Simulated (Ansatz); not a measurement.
## A family of molecules: the HOMO–LUMO gap

One atom is swapped for its congeners: C9H21B `CC(C)B(C(C)C)C(C)C`; C9H21Ga `C[CH](C)[Ga]([CH](C)C)[CH](C)C`; C9H21In `C[CH](C)[In]([CH](C)C)[CH](C)C`. The Al member is missing. All are singlets with charge 0.

Shapes, held fixed at every level: PBE0-D4/def2-TZVP. Programs: Ansatz 0.2.0. Values in eV.

```csv
level,C9H21B,C9H21Ga,C9H21In
PBE-D4/def2-TZVPP,4.82,3.80,3.25
r2SCAN-D4/def2-TZVPP,5.40,4.20,3.65
B3LYP-D4/def2-TZVPP,6.76,5.29,4.59
BHLYP-D4/def2-TZVPP,9.52,7.59,6.69
PBE0-D4/def2-TZVPP,7.13,5.76,5.05
wB97M-V/def2-TZVPP,11.31,9.51,8.54
```

At wB97M-V/def2-TZVPP the HOMO–LUMO gap falls at every step, from 11.31 to 8.54 eV. Every level shows the same order. For atoms past krypton def2 sets carry core potentials with scalar relativity. Relativity is left out for Ga unless named. Orbital gaps aren't excitation energies, and the LUMO depends on the basis.

The gap narrows from boron through gallium to indium with every functional, and the drop from boron to gallium is always larger than that from gallium to indium. The first step spans two periods, however, so its size alone does not mark boron as exceptional. In trivalent group 13 alkyls the HOMO is typically M–C σ bonding and the LUMO has much of the metal's empty valence p orbital. Down the group, the more diffuse valence orbitals overlap less well with carbon, giving longer, weaker and more polar bonds. This probably raises the σ level and also weakens the hyperconjugation from the alkyl groups that pushes the empty p level up, so both effects would close the gap.

The ordering is therefore robust, but the absolute gap is not: for the boron compound it runs from 4.82 to 11.31 eV, probably mainly because the functionals differ in their share and range of exact exchange. Gaps alone cannot show how much of the narrowing comes from the occupied level and how much from the empty one.
